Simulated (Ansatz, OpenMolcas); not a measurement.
**How basis sets differ on AlH (SMILES [AlH])**

AlH has 2 atoms, charge 0, and is taken as a singlet. SMILES: `[AlH]`. The coordinates come from a PBE0-D4/def2-TZVP relaxation.

```xyz
2

Al    0.0000    0.0000   -0.0256
H     0.0000    0.0000    1.6391
```

Each level gives the electronic atomisation energy (eV). The values are calculated. Electronic energies at fixed atoms, without zero-point motion or spin-orbit coupling.

```
                             level           kind     program  value (eV)  CPU time (all runs)
                       B3LYP/3-21G  global hybrid      Ansatz        2.99                2.1 s
B3LYP/6-31G* (spherical functions)  global hybrid  OpenMolcas        3.12                  7 s
B3LYP/6-31G* (Cartesian functions)  global hybrid  OpenMolcas        3.12                7.1 s
                     B3LYP/cc-pVTZ  global hybrid      Ansatz        3.15                2.8 s
                 B3LYP/def2-TZVPPD  global hybrid  OpenMolcas        3.17                 12 s
```

The values span 2.99 to 3.17 eV. Without the sets that lack polarisation functions the rows with a basis span only 3.12 to 3.17 eV. CPU times are rough (shared hosts, several kinds of processor): they show what a rung costs within a factor of a few.

The atomisation energy of AlH depends only weakly on the basis once polarisation functions are present: it rises from 2.99 eV with 3-21G to 3.12 eV with 6-31G*, then only to 3.17 eV with def2-TZVPPD. The bond is a single polar σ bond between Al 3p and H 1s, with a largely 3s lone pair left on aluminium. Charge moves towards hydrogen, so the molecule needs more angular and radial freedom than the separated atoms, and a small basis therefore underbinds it. The d functions on aluminium probably supply much of the first gain, although 3-21G also describes the core and valence shells more coarsely. The later, smaller gain suggests a better description of the hydridic hydrogen, which has no p functions in 6-31G*. Spherical and Cartesian d sets agree at 3.12 eV, so the extra s-like component has no visible effect on the energy difference. This levelling-off concerns the basis alone and doesn't test the accuracy of B3LYP for the bond.
